## The question

Why does titanium nitride push back harder when it is squeezed than it pulls back when it is stretched by the same amount? The table follows one rocksalt crystal through nine volumes, computed with a density functional. Every atom keeps its place in the pattern and only the scale changes. The energy over elements is counted from titanium metal and nitrogen gas in their standard states. That reference is the same number in every row, so the shape of the curve belongs to TiN alone.

Rocksalt TiN in its two-atom cell, computed with Ansatz 0.2.0: scalar-relativistic PBEsol without spin polarisation or a dispersion correction, PAW, plane waves to 420 eV, an 18×18×18 k mesh and Gaussian smearing of 0.1 eV. Energies are extrapolated to zero smearing, and pressure is positive in compression.

| volume (Å³/atom) | shortest distance (Å) | energy over elements (eV/atom) | pressure (GPa) |
| --- | --- | --- | --- |
| 8.173 | 2.014 | -1.771 | 50.27 |
| 8.451 | 2.037 | -1.845 | 34.56 |
| 8.730 | 2.059 | -1.893 | 21.17 |
| 9.008 | 2.081 | -1.919 | 9.75 |
| 9.287 | 2.102 | -1.927 | 0.00 |
| 9.515 | 2.119 | -1.922 | -6.90 |
| 9.566 | 2.123 | -1.920 | -8.33 |
| 9.844 | 2.143 | -1.899 | -15.45 |
| 10.216 | 2.170 | -1.854 | -23.35 |

## Where the crystal rests

The energy is lowest at 9.287 Å³/atom, and there the pressure vanishes. This is no coincidence, because pressure is minus the slope of energy against volume. At smaller volumes the slope is negative and the crystal pushes outward. At larger volumes the sign turns, and the negative pressure is a tension that would pull the crystal back.

The resting volume is a balance between large opposing terms. One comparison makes this visible: the step from the minimum to the slightly larger cell at 9.515 Å³/atom. Per cell of two atoms, the kinetic part of the energy falls by 1.6 eV while the electrostatic parts together rise by 1.0 eV. Exchange and correlation add a rise of their own, as do the remaining parts taken together, and the total changes by only 0.01 eV. The exact split depends on how the calculation treats the atomic cores, so these parts are not the strengths of separate bonds, but the near cancellation is plain.

The signs have a familiar meaning. Electrons given more room have less kinetic energy, and this favours expansion. Moving the atoms apart raises the electrostatic energy of electrons and nuclei taken together, and this favours contraction.

## Two equal changes, two different answers

Now take two rows on either side of the minimum, 8.730 and 9.844 Å³/atom. One cell is 6 % smaller than the resting cell, the other 6 % larger. Compression costs 0.034 eV/atom and stretching 0.028 eV/atom. The pressures differ more clearly: 21.2 GPa outward against 15.4 GPa inward, a ratio of 1.37.

Part of this difference is geometry and would appear even if the bonds were perfect springs. Pressure is force divided by area, and a squeezed cell has less area over which to spread the same force. A given loss of volume also needs a slightly larger change of length than an equal gain. A spring model shows how far this goes.

## The perfect-spring estimate

In rocksalt the volume per atom is $V=d^3$, where $d$ is the shortest distance, here between Ti and N. Let the energy per atom rise as $\tfrac12 k(d-d_0)^2$ about the resting distance $d_0$, with $k$ the spring constant. All other distances scale with $d$, so one spring stands for all of them. The slope then gives

$$P=-\frac{dE}{dV}=-\frac{k(d-d_0)}{3d^2}.$$

The bulk modulus $B=-V\,dP/dV$ measures resistance to a change of volume. At the minimum it equals $k/(9d_0)$. With $x=d/d_0$ this turns the pressure into

$$P=-3B\,\frac{x-1}{x^2}.$$

The two rows at 3 % smaller and larger volume supply $B=(9.75+8.33)/0.06\approx301$ GPa. The rows compared above played no part in setting it.

For the cell that is 6 % smaller, $x=0.94^{1/3}=0.9796$. The estimate is $3\times301\times0.0204/0.9596\approx19.2$ GPa, about 9 % below the computed pressure. For the cell that is 6 % larger, the spring pulls with 17.0 GPa, about 10 % too strongly.

Perfect springs therefore give a pressure ratio of about 1.13, roughly a third of the excess over one that the calculation shows. The rest is a real change in the bonds: they stiffen when shortened and soften when lengthened. At the smallest volume the spring falls short by 9 GPa out of 50, so the model serves only for small changes. The printed analysis after this text gives the comparison for every row.

## Why short bonds are stiffer

The reason lies in how fast the opposing forces fade with distance. When filled electron shells of neighbouring atoms overlap, the Pauli principle forces electrons into states of higher kinetic energy. The tails of the shells fall off roughly exponentially, so this repulsion grows steeply as the atoms approach.

The attraction varies more gently. In TiN it is partly ionic and partly covalent: dividing up the electron density at the minimum gives titanium a charge of about +1.7, well below the formal +3. The energy of the ionic attraction changes only as the inverse of distance, and its force as the inverse square, both far gentler than an exponential rise. The covalent part comes from mixing of Ti 3d with N 2p orbitals, and in the usual picture of bonding it also fades more slowly than the repulsion.

Compression therefore moves the crystal into a region ruled by the steep force, and expansion leaves it to the gentle one. The stiffness worked out from one row to the next shows the result. It falls at every step, from about 470 GPa between the two smallest volumes to about 213 GPa between the two largest. Part of this fall is the geometry described above, but perfect springs would soften far less. The table establishes this softening for TiN without spin polarisation; a magnetic state of lower energy was not looked for at any volume. The different reach of the two forces is the standard theoretical explanation, which these energies do not test separately.

## The row that breaks the rhythm

Near 9.5 Å³/atom the pressure seems to hesitate, changing by only 1.4 GPa between two rows. The cause is the spacing: these two volumes differ by 0.05 Å³/atom, while most neighbours lie about 0.28 apart. Once the volume step is divided out, the stiffness there fits between its neighbours, with no soft spot.

The row at 9.515 Å³/atom is the cell as stored in the Crystallography Open Database, a collection of measured structures. Its bonds are 0.8 % longer than this functional prefers. The offset is thus one between experiment and a PBEsol calculation without thermal or zero-point motion. Such motion usually lengthens bonds, and the functional has an error of its own; these runs cannot separate the two. Its energy lies only 0.005 eV/atom above the minimum, yet it carries a tension of 6.9 GPa. Near a minimum the energy cost grows with the square of the offset in length, whereas the pressure grows in direct proportion.

## A rule for modelling TiN layers

TiN serves as a gate electrode and as a barrier layer in chips, where stress matters. A borrowed lattice that looks harmless by its energy, even a measured one, can put several gigapascals of false stress into such a model. Near the minimum, each 1 % error in bond length, equal in all directions, costs about 9 GPa. A real film is free to relax through its thickness, so that figure is not its film stress. Temperature and zero-point motion, both absent here, would shift the resting length as well. The practical rule is to relax the bulk cell with the same functional, atomic potentials and cutoff as the model, confirm that its pressure is near zero, and only then apply the strain of the device.

Numerical output:

```
Volume series:
     row  volume over that of minimum  energy rise eV/atom  spring pressure GPa  stiffness over step from row above GPa  band overlap eV
   8.173                         0.88                0.156                41.05                                     n/a            5.703
   8.451                         0.91                0.082                 29.8                                   469.7            5.488
    8.73                         0.94                0.034                19.22                                   412.2            5.342
   9.008                         0.97                0.008                9.333                                   364.3            5.188
   9.287                            1                    0                    0                                   319.6            5.022
   9.515                        1.025                0.005                -7.22                                   284.5            4.845
   9.566                         1.03                0.007               -8.788                                   267.5            4.807
   9.844                         1.06                0.028               -17.05                                   248.5            4.604
  10.216                          1.1                0.073               -27.39                                     213            4.353
Lattice edge at the minimum, Å: 4.204
Bulk modulus near the minimum, GPa: 301.3
Pressure for 1 % change of bond length, GPa: 9.04
Energy rise at 6 % smaller volume, eV/atom: 0.034
Energy rise at 6 % larger volume, eV/atom: 0.028
Ratio of pressure sizes at 6 % smaller and larger volume: 1.37
Computed less spring pressure at smallest volume, GPa: 9.222
Computed less spring pressure at largest volume, GPa: 4.043
Work of compression from pressures, minimum to smallest volume, eV/atom: 0.1574
Work of stretching from pressures, minimum to largest volume, eV/atom: 0.07301
Bond length of database cell above that of minimum, %: 0.8117
Smearing entropy term, largest over smallest volume: 1.41
Plane-wave kinetic part, 9.515 less 9.287, eV/cell: -1.587
Electrostatic parts together (local, Hartree, Ewald), 9.515 less 9.287, eV/cell: 1.028
Exchange-correlation part, 9.515 less 9.287, eV/cell: 0.4477
Nonlocal and on-site parts together, 9.515 less 9.287, eV/cell: 0.1213
Total free energy, 9.515 less 9.287, eV/cell: 0.01003
```
